STATIC DEBYE-WALLER FACTOR OF A SOLID SOLUTION

1. Premises and conventions

P1. Kinematic scattering: F(Q) = Σ_s f_s exp[iQ·(R_s + u_s)], Q = 4π sinϑ/λ, ϑ the Bragg angle. The R_s are the N sites of a Bravais lattice with cell volume v.
P2. Each site holds species i with probability c_i, independently of all other sites (no short-range order).
P3. Linear superposition: u_s = Σ_t w_i(t)(R_s − R_t). The field w_i depends only on the species i(t) at the source site t.
P4. The R_s are the average lattice of the alloy, so Σ_i c_i w_i(R) = 0 for every R.
P5. Sites are inversion centres: w_i(−R) = −w_i(R), hence w_i(0) = 0.

L attenuates the amplitude, exp(−L); the intensity carries exp(−2L). The thermal analogue is exp(−M), M = ½Q²⟨u_x²⟩ = B Q²/(16π²), B = 8π²⟨u_x²⟩, with ⟨u_x²⟩ the mean square along one axis. ⟨…⟩ averages over configurations.

2. Exact result within the premises

At a reciprocal-lattice vector Q = G of the average lattice, exp(iG·R_s) = 1 and ⟨F⟩ = Σ_s ⟨f_s exp(iQ·u_s)⟩.

(a) f_s depends on the occupant of s only. By P5 that occupant does not contribute to u_s. By P2 the average splits: ⟨f⟩⟨exp(iQ·u_s)⟩.
(b) By P3 the exponential is a product of factors, one per source site; by P2 they average separately:
⟨exp(iQ·u_s)⟩ = Π_(R≠0) φ_R, φ_R = Σ_i c_i exp[iQ·w_i(R)].
(c) By P5, φ_(−R) = φ_R*. Pairing R with −R makes the product real and non-negative:

⟨F(G)⟩ = N⟨f⟩ exp(−L), L = −½ Σ_(R≠0) ln|φ_R|². (1)

Near a surface some sources lack partners. Their phase has no first-order term (P4) and the third-order term falls as R⁻⁶ for 1/r² fields, so only a thin surface layer is affected.

Binary case: B with probability c, w = w_B − w_A, θ_R = Q·w(R). P4 gives w_A = −cw, w_B = (1−c)w, so
φ_R = exp(−icθ_R)[1 − c + c exp(iθ_R)],
|φ_R|² = (1 − c + c cosθ_R)² + c² sin²θ_R = 1 − 2c(1−c)(1 − cosθ_R),

L = −½ Σ_R ln[1 − 2c(1−c)(1 − cosθ_R)]. (2)

The factor exp(−icθ_R) removes the phase cΣθ_R. For a 1/r² field that sum is only conditionally convergent; it is the mean strain, which shifts the peak and is already absorbed in the average lattice.

3. Two expansions

Dilute, any strength. With X_R = 1 − cosθ_R, which lies in [0, 2], expand (2) in c: L = Σ_R [cX_R − c²(X_R − X_R²) + …]. Thus

L = c Σ_R [1 − cos(Q·w_R)], c ≪ 1, (3)

with relative correction at most of order c, since |1 − X_R| ≤ 1. The small parameter is c. L itself need not be small.

Weak distortion, any composition. Let w_i = a_i w, θ_R = Q·w(R), and let κ_n be the cumulants of a_i over c_i (κ₁ = 0 by P4). Then ln φ_R = Σ_n κ_n (iθ_R)ⁿ/n!, and the real part gives

L = ½κ₂ Σθ_R² − (κ₄/24) Σθ_R⁴ + … (4)

Binary: κ₂ = c(1−c), κ₄ = c(1−c)[1 − 6c(1−c)], so

L = ½ c(1−c) Σ_R (Q·w_R)². (5)

The leading term equals ½⟨(Q·u)²⟩, since variances of independent sources add. It has the Q² form of M. For an equiatomic ternary, three numbers of zero sum obey Σa⁴ = ½(Σa²)², so ⟨a⁴⟩ = (3/2)κ₂² and κ₄ = ⟨a⁴⟩ − 3κ₂² = −(3/2)κ₂².

4. The field of a dilatation centre

Isotropic elasticity, bulk modulus K, shear modulus μ, Poisson ratio ν. The radial equilibrium solutions are w = A r/r³ + βr. The first is traceless with ε_rr = −2A/r³, so σ_rr = −4μA/r³ + 3Kβ. A free surface at radius R_s fixes β = 4μA/(3K R_s³). The volume change is 4πR_s² w(R_s):
ΔV = 4πA(1 + 4μ/3K) = 12πA(1−ν)/(1+ν), using μ/K = 3(1−2ν)/[2(1+ν)].

A = ΔV(1+ν)/[12π(1−ν)]. (6)

By elastic reciprocity ΔV is the same wherever the centre sits. The mean of the image terms goes into the lattice parameter. Their fluctuation adds a variance of order N(A/R_s²)² ~ A²/(vR_s), against A²/(vd) from the direct field (d the neighbour distance): relative size d/R_s, negligible.

Weak limit on a cubic lattice. Now a_i = A_i, w = R/R³. Cubic symmetry gives Σ(Q·R)²/R⁶ = (Q²/3)ΣR⁻⁴. With S₄ = Σ(d/R)⁴,

L = Q²⟨A²⟩S₄/(6d⁴), ⟨u²⟩ = ⟨A²⟩S₄/d⁴, B_st = (8π²/3)⟨u²⟩. (7)

For fcc, S₄ = ∫₀^∞ t[ψ(t) − 1]dt with ψ(t) = Σ_R exp(−tR²/d²) including R = 0, because ∫₀^∞ t exp(−ty)dt = 1/y². Splitting at t = 2 and Poisson-resumming the small-t part gives S₄ = 25.338.

Size of the next term for the equiatomic ternary: (4) gives +(⟨A²⟩²/16)Σ(Q·R)⁴/R¹². Since (Q·R)² ≤ Q²R² and R ≥ d, its ratio to (7) is at most Q²⟨A²⟩/(8d⁴).

5. Strong fields

Dilute centres, density n = c/v. When the radius (QA)^(1/2), at which the phase is of order one, spans many lattice spacings, the sum in (3) becomes an integral (A stands for |A|):
L = n ∫d³r [1 − cos(QAη/r²)], η = cosine of the angle between r and Q.

Radial part at fixed η: put t = QA|η|/r², so r²|dr| = ½(QA|η|)^(3/2) t^(−5/2) dt. Then
L = n · 4π · ½ (QA)^(3/2) · ∫₀¹ η^(3/2)dη · I, I = ∫₀^∞ t^(−5/2)(1 − cos t)dt.
Two integrations by parts; the boundary terms t^(−3/2)(1 − cos t) and t^(−1/2) sin t vanish at both ends:
I = (2/3)∫t^(−3/2) sin t dt = (4/3)∫t^(−1/2) cos t dt = (4/3)√(π/2) = (2/3)√(2π),
the last integral being the Fresnel integral. The angular factor is 2/5. So L = 2πn(QA)^(3/2)(4/15)√(2π), that is

L = (4/15) n (2πAQ)^(3/2) = 4.20 n (AQ)^(3/2). (8)

Crossover. Do the angle first, ⟨cos xη⟩ = sin x/x with x = QA/r², and keep only r > r₀, x₀ = QA/r₀²:
L = 2πn(QA)^(3/2) J(x₀), J(x₀) = ∫₀^x₀ x^(−5/2)(1 − sin x/x)dx.
x₀ ≪ 1: 1 − sin x/x ≈ x²/6, J ≈ √x₀/3, L = (2π/3)n(QA)²/r₀, the continuum form of (5) for c ≪ 1, dominated by the core.
x₀ ≫ 1: J → (4/15)√(2π) = 0.668, eq. (8), independent of the core.
Core uncertainty: with V₀ = 4πr₀³/3, eq. (8) counts the core as nV₀, up to an oscillating remainder of relative size below 2x₀^(−7/2)/0.668. A real core can contribute anything from 0 to 2nV₀. Since nV₀/L = 0.997 x₀^(−3/2), (8) holds to a relative accuracy of about x₀^(−3/2).

Signature: L ∝ Q² for weak fields, Q^(3/2) for strong ones.

6. Why exp(−2L) is the Bragg intensity

⟨|F|²⟩ sums pair averages ⟨f_s f_s'* exp[iQ·(u_s − u_s')]⟩ over separations ρ = R_s − R_s'. A term ∝ N² at G exists only if the pair average tends to a nonzero constant as ρ → ∞. Write the displacement part as exp[−T(ρ)]. At order κ₂,
T(ρ) = ½κ₂Σ_R(θ_(R+ρ) − θ_R)² = 2L − C(ρ), C = κ₂Σ_R θ_R θ_(R+ρ).
For w = −∇(1/r) in the continuum let Λ(ρ) = ∫d³r (1/r)(1/|r+ρ|); it diverges, but its second derivatives converge. Then ∫w_j(r)w_k(r+ρ)d³r = −∂_j∂_kΛ. From ∇²Λ = −4π/ρ and ∇²ρ = 2/ρ, Λ = −2πρ + constant, so
C(ρ) = 2π⟨A²⟩Q² sin²χ/(vρ), χ the angle between Q and ρ.
C → 0, so T → 2L: the peak stays as sharp as the crystal size allows, with weight |⟨f⟩|²exp(−2L). The 1/ρ tail transforms to a 1/q² diffuse intensity around G (Huang scattering). The correlation of f_s' with u_s goes through w(ρ) ∝ ρ⁻² and feeds only the diffuse size-effect term.

7. Convergence; dislocations

1 − cosθ ≤ 2, so the near field never makes (3) diverge. Far away 1 − cosθ → ½θ². For w ∝ r^(−p) in three dimensions the tail ∫r^(2−2p)dr converges only if p > 3/2. Point defects, inclusions and finite loops have p = 2 at large distance: L finite. This is Krivoglaz's division into defects that attenuate peaks and defects that broaden them.

Parallel straight screw dislocations, areal density n_d, random positions, equal numbers of both signs, crystal radius R_c. A line seen at azimuth ζ displaces a site by bζ/2π along the line. With Q·b = 2πk, k an integer, the cut in ζ is invisible. The planar analogue of (3):
L = n_d∫d²r[1 − cos(kζ + const)] = πn_dR_c² for k ≠ 0.
L equals the number of lines in the crystal and grows with the cross-section: no sharp component survives. Two sites separated by ρ normal to the lines see Δζ ≈ ρ sinγ/r for r ≫ ρ (γ the angle between r and ρ), so
T(ρ) = n_d∫d²r[1 − cos(kΔζ)] ≈ ½n_dk²ρ²∫d²r sin²γ/r² = (π/2)n_dk²ρ² ln(R_c/ρ),
to logarithmic accuracy. T grows without a plateau. With the logarithm frozen at a value ℓ, exp(−T) is a Gaussian and its transform is a Gaussian of variance πn_dk²ℓ in each direction normal to the lines. The peak keeps its integrated intensity and broadens in proportion to k√n_d. Correlated lines (dipoles, walls) replace R_c by a screening length.

8. Thermal reference

One mean mass m, harmonic modes, Debye density g(ω) = 3ω²/ω_D³, ħω_D = k_BΘ, x = Θ/T:
⟨u_x²⟩ = (ħ/2m)∫g(ω) coth(ħω/2k_BT) dω/ω = (3ħ²/mk_BΘ) D(x),
D(x) = ¼ + x⁻²∫₀^x t dt/(e^t − 1), using coth(t/2) = 1 + 2/(e^t − 1).
If the phonons do not depend on the configuration, the static and thermal averages multiply: exp(−L − M), and in the weak limit B = B_st + B_th.

9. Range of validity

- Eq. (1), (2): P1–P5. Eq. (3): also c ≪ 1. Eq. (4)–(5), (7): also |Q·w| ≪ 1 on the nearest shell. Eq. (8): c ≪ 1, nV₀ ≪ 1, x₀ ≫ 1, isotropic 1/r² field.
- Short-range order with Warren-Cowley parameters α turns (5) into ½c(1−c)Σ_(R,R')α(R−R')θ_Rθ_R' and correlates f_s with u_s, so each species gets its own L.
- P3 fails when forces depend on pairs of species or on the local environment. Then, too, L differs between species.
- Off-centre or low-symmetry sites break P5 and give the amplitude a phase.
- Eq. (7) puts a continuum field on lattice sites. In fcc the 12 nearest neighbours supply 12/25.338 = 47 % of S₄. Doubling their displacement alone multiplies B_st by 2.4. The neglected lattice and anisotropy corrections rival the result, so (7) is an order-of-magnitude estimate, while (1)–(5) are not limited in this way.
- For L ≳ 1 the diffuse intensity near G outweighs the Bragg term and can itself look like a broad peak.

10. Numbers: equiatomic fcc CrCoNi, taken as random

Inputs, approximate: apparent atomic volumes in the alloy V_Ni = 10.94, V_Co = 11.12, V_Cr = 12.27 Å³ with a linear mixing rule; ν = 0.30; masses 51.996 (Cr), 58.933 (Co), 58.693 u (Ni); Θ = 420 K, assumed. Third digits below are carried for the arithmetic only.

Lattice: V̄ = 11.44 Å³, a = (4V̄)^(1/3) = 3.577 Å, d = a/√2 = 2.529 Å.
Misfits ΔV_i = V_i − V̄: −0.503 (Ni), −0.323 (Co), +0.827 Å³ (Cr); rms 0.589 Å³.
Eq. (6): A/ΔV = 0.04926, A_rms = 0.0290 Å³. A Cr atom pushes each neighbour by A_Cr/d² = 0.0064 Å.
Eq. (7): ⟨u²⟩ = 5.2×10⁻⁴ Å², rms 0.023 Å (three-dimensional), B_st = 0.0137 Å².
Thermal: m = 56.54 u, 3ħ²/(mk_BΘ) = 6.13×10⁻³ Å². At 300 K, D(1.4) = 0.752 and B_th = 0.364 Å². At T → 0, D = ¼ and B_th = 0.121 Å².

hkl | Q (Å⁻¹) | L | M (300 K) | 1 − exp(−2L)
111 | 3.04 | 8.0×10⁻⁴ | 0.021 | 0.16 %
400 | 7.03 | 4.3×10⁻³ | 0.11 | 0.85 %
800 | 14.05 | 1.7×10⁻² | 0.46 | 3.4 %

Weak-field test at 800: QA_Cr/d² = 0.09, and the fourth-order term is below 5×10⁻⁴ of L. Eq. (7) is the relevant limit; (8) does not apply.

The model's ratio B_st/B_th is 3.8 % at 300 K and 11 % at T → 0. The classical slope of B_th, 24π²ħ²/(mk_BΘ²) = 1.15×10⁻³ Å²/K, makes B_st worth about 12 K of heating. Taking Θ = 490 K instead gives B_th = 0.27 Å² at 300 K, a shift several times B_st. L and M share the Q² law, so the Q dependence cannot separate them; only the temperature dependence of B, with a phonon model for the zero-point part, can.

These are the model's numbers. As typical knowledge and not as a measurement, relaxed supercell calculations for CrCoNi give rms static displacements of roughly 0.05 to 0.06 Å: the model is low by a factor 2.2 to 2.6 in rms and about 5 to 7 in B_st, which would put B_st near 18 to 26 % of the model's room-temperature B_th. The likely causes are those of section 9: the continuum field on the first shell, elastic anisotropy, and pair-specific and magnetic forces around Cr outside P3.

Strong-field counterpart: oxide precipitates in silicon (a ≈ 5.431 Å), modelled as spheres with illustrative r₀ = 100 Å, surface strain ε = 0.02, A = εr₀³ = 2×10⁴ Å³, n = 2×10¹² cm⁻³ = 2×10⁻¹² Å⁻³. At 400, Q = 4.63 Å⁻¹ and x₀ = Qεr₀ = 9.3. Eq. (8) gives the model's L = 2.4×10⁻⁴, with a core uncertainty of about 4 %. This is 28 times the volume fraction nV₀ = 8.4×10⁻⁶, while the quadratic formula would give 3.6×10⁻⁴, too large by a factor 1.5. Such nearly perfect crystals diffract dynamically, and exp(−L) then multiplies the Fourier component of the susceptibility. Real precipitates vary in shape and in the strain they retain, so L scales as n(εr₀³)^(3/2) from this illustrative value.